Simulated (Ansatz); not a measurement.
CaAl2Ge2: the change of pressure with volume scale

All results are calculated (Ansatz 0.2.0). Free energy against uniform scaling of the volume at fixed shape and fractions; periodic cell, basis, potentials, k mesh and filling as listed.

The cell before it is scaled or strained (space group P-3m1, No. 164):
```
CaAl2Ge2
1.0
      4.1759     0.0000     0.0000
     -2.0880     3.6164     0.0000
      0.0000     0.0000     7.1767
Ca Al Ge
1 2 2
Direct
  0.00000 0.00000 0.00000
  0.33333 0.66667 0.62930
  0.66667 0.33333 0.37070
  0.33333 0.66667 0.26217
  0.66667 0.33333 0.73783
```

Settings of every row: functional LDA; dispersion none; potentials PAW; wave cutoff 500 eV; density cutoff 2000 eV; k mesh 6x6x4; k shift 0x0x0; occupations fermi dirac; smearing width 0.1 eV; spin none.

Limits: coarse k mesh, up to 40 meV an atom off.

| row | volume scale | V (Å³/atom) | pressure (GPa) | energy above lowest point (meV/atom) |
| --- | --- | --- | --- | --- |
| 1 | 0.9 | 19.508 | 4.49 | 14.9 |
| 2 | 0.925 | 20.05 | 2.16 | 3.8 |
| 3 | 0.95 | 20.592 | ? | ? |
| 4 | 0.975 | 21.134 | -1.63 | 2.6 |
| 5 | 1 | 21.676 | -3.15 | 10.7 |
| 6 | 1.025 | 22.218 | -4.45 | 23.7 |
| 7 | 1.05 | 22.76 | -5.56 | 40.6 |
| 8 | 1.075 | 23.302 | -6.5 | 61.1 |
| 9 | 1.1 | 23.844 | -7.31 | 84.4 |

Question: what pressure should row 3 give?

Worked fit of pressure. Take u = (V_r/V)^(2/3) − 1 with V_r = 21.947 Å³ an atom, which is twice the finite (Eulerian) strain; such expansions in the strain, on which the Birch-Murnaghan equation of state is built, carry the rest volume and the bulk modulus. The shown rows have u = 0.0817, 0.06212, 0.02548, 0.00832, -0.00815, -0.02396, -0.03915, -0.05377. Least squares give pressure = −3.824 + 79.34 × u + 273.9 × u² GPa; a straight line predicts inner rows, each left out in turn, worse (root mean square 0.44 against 0.0086 GPa). The rows lie off it by 0.00, 0.00, -0.01, -0.01, 0.00, 0.01, 0.01, -0.01. The pressure vanishes at u = 0.0421, or V = 20.63 Å³ an atom, and there the bulk modulus at fixed shape and fractions is B = −V dP/dV = (2/3)(1 + u) dP/du = 71.1 GPa. Letting shape and atoms relax would as a rule lower it, by much in layered, chain or molecular crystals. The withheld row has u = 0.0434, so the fit gives −3.824 + 79.34 × (0.0434) + 273.9 × (0.0434)² = 0.14 GPa.

The calculation gave 0.13 GPa. The fit lies 0.01 GPa (7.7 % of the value, 0.085 % of the column's range) above it, one unit of the last digit.

The other values of row 3: energy above lowest point 0 meV/atom.
